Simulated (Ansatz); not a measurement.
## MgAu: pressure against volume per atom

All results are calculated (Ansatz 0.2.0). Periodic Kohn-Sham DFT of a crystal at fixed atoms; pressure and stress are positive in compression; the energy is the free energy less that of spherical unpolarised free atoms; site moments are those in the method's own spheres, positive along +z.

Cell of the first row (space group Pm-3m, No. 221):
```
MgAu
1.0
      3.1925     0.0000     0.0000
      0.0000     3.1925     0.0000
      0.0000     0.0000     3.1925
Mg Au
1 1
Direct
  0.50000 0.50000 0.50000
  0.00000 0.00000 0.00000
```

Settings of every row: method frozen-core PAW; functional LDA; relativity scalar; k mesh 13x13x13; filling fermi-dirac; smearing width 0.05 eV; wave cutoff 420 eV; paw set soft_2.

Atom start moment: 0 on all atoms.

Limits: PAW files made with PBE; no spin-orbit coupling on heavy atoms.

| row | volume per atom (Å³) | pressure (GPa) |
| --- | --- | --- |
| 1 | 16.269 | 2.616 |
| 2 | 16.615 | 0.325 |
| 3 | 16.961 | -1.71 |
| 4 | 17.134 | ? |
| 5 | 17.307 | -3.515 |
| 6 | 17.48 | -4.34 |
| 7 | 17.653 | -5.115 |
| 8 | 17.999 | -6.531 |
| 9 | 18.345 | -7.783 |

Question: what pressure should row 4 give?

Worked fit of pressure. Take u = (V_r/V)^(2/3) − 1 with V_r = 17.393 Å³ an atom, which is twice the finite (Eulerian) strain; such expansions in the strain, on which the Birch-Murnaghan equation of state is built, carry the rest volume and the bulk modulus. The shown rows have u = 0.04554, 0.03098, 0.01691, 0.00331, -0.00332, -0.00984, -0.02257, -0.0349. Least squares give pressure = −3.9314 + 124.304 × u + 411.66 × u² + 347 × u³ GPa; a parabola predicts inner rows, each left out in turn, worse (root mean square 0.0056 against 0.00037 GPa). All shown rows lie on it to the printed digit. The pressure vanishes at u = 0.0288, or V = 16.67 Å³ an atom, and there the bulk modulus at fixed shape and fractions is B = −V dP/dV = (2/3)(1 + u) dP/du = 102 GPa. The withheld row has u = 0.01005, so the fit gives −3.9314 + 124.304 × (0.01005) + 411.66 × (0.01005)² + 347 × (0.01005)³ = -2.640 GPa.

The calculation gave -2.64 GPa. The fit meets it to the printed digit.
